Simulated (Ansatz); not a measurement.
# CuPd: pressure and energy above lowest point against volume scale

Results calculated with Ansatz 0.2.0, not measured. Free energy against uniform scaling of the volume at fixed shape and fractions; periodic cell, basis, potentials, k mesh and filling as listed.

The cell before it is scaled or strained (space group R-3m, No. 166):
```
CuPd
1.0
      1.3546     0.7821     4.2190
     -1.3546     0.7821     4.2190
      0.0000    -1.5641     4.2190
Cu Pd
1 1
Direct
  0.00000 0.00000 0.00000
  0.50000 0.50000 0.50000
```

Settings of every row: functional LDA; dispersion none; potentials PAW; wave cutoff 380 eV; density cutoff 1520 eV; k mesh 12x12x12; k shift 0x0x0; occupations fermi dirac; smearing width 0.02 eV; spin none; xc grid level 2; SCF threshold exponent -8.

Limits: coarse k mesh, up to 40 meV an atom off; cutoff under the advised one; stress loosely converged; the cell comes from a prototype or a list of computed structures and needn't be the stable phase.

| row | volume scale | V (Å³/atom) | pressure (GPa) | energy above lowest point (meV/atom) |
| --- | --- | --- | --- | --- |
| 1 | 0.9 | 12.068 | 11.97 | 22.2 |
| 2 | 0.925 | 12.403 | ? | ? |
| 3 | 0.95 | 12.738 | -0.7 | 0 |
| 4 | 0.975 | 13.073 | -5.65 | 6.8 |
| 5 | 1 | 13.409 | -9.84 | 23.1 |
| 6 | 1.025 | 13.744 | -13.39 | 47.5 |
| 7 | 1.05 | 14.079 | -16.35 | 78.7 |
| 8 | 1.075 | 14.414 | -18.85 | 115.6 |
| 9 | 1.1 | 14.75 | -20.96 | 157.3 |

Question: what pressure and energy above lowest point should row 2 give?

Worked fit of pressure. Take u = (V_r/V)^(2/3) − 1 with V_r = 13.576 Å³ an atom, which is twice the finite (Eulerian) strain; such expansions in the strain, on which the Birch-Murnaghan equation of state is built, carry the rest volume and the bulk modulus. The shown rows have u = 0.08166, 0.04339, 0.02549, 0.00829, -0.00817, -0.02396, -0.03914, -0.05379. Least squares give pressure = −11.68 + 214.71 × u + 838.2 × u² + 971 × u³ GPa; a parabola predicts inner rows, each left out in turn, worse (root mean square 0.074 against 0.011 GPa). The rows lie off it by 0.00, 0.01, 0.00, 0.00, -0.01, 0.01, 0.01, 0.00. The pressure vanishes at u = 0.0458, or V = 12.69 Å³ an atom, and there the bulk modulus at fixed shape and fractions is B = −V dP/dV = (2/3)(1 + u) dP/du = 207 GPa. Letting shape and atoms relax would as a rule lower it, by much in layered, chain or molecular crystals. The withheld row has u = 0.0621, so the fit gives −11.68 + 214.71 × (0.0621) + 838.2 × (0.0621)² + 971 × (0.0621)³ = 5.12 GPa.

The calculation gave 5.13 GPa. The fit lies 0.01 GPa (0.03 % of the column's range) below it, one unit of the last digit.

Worked fit of energy above lowest point. Take u = (V_r/V)^(2/3) − 1 with V_r = 13.576 Å³ an atom, which is twice the finite (Eulerian) strain; such expansions in the strain, on which the Birch-Murnaghan equation of state is built, carry the rest volume and the bulk modulus. The shown rows have u = 0.08166, 0.04339, 0.02549, 0.00829, -0.00817, -0.02396, -0.03914, -0.05379. Least squares give energy above lowest point = 34.38 − 1484.4 × u + 15476 × u² + 10735 × u³ meV/atom; a parabola predicts inner rows, each left out in turn, worse (root mean square 0.82 against 0.052 meV/atom). The rows lie off it by 0.0, 0.0, 0.0, 0.0, 0.0, 0.0, 0.1, 0.0. Its lowest point lies at u = 0.0458, or V = 12.69 Å³ an atom, and the curvature there gives the bulk modulus at fixed shape and fractions, B = (4/9)(1 + u)² E″(u)/V = 208 GPa. Letting shape and atoms relax would as a rule lower it, by much in layered, chain or molecular crystals. The withheld row has u = 0.0621, so the fit gives 34.38 − 1484.4 × (0.0621) + 15476 × (0.0621)² + 10735 × (0.0621)³ = 4.5 meV/atom.

The calculation gave 4.5 meV/atom. The fit meets it to the printed digit.
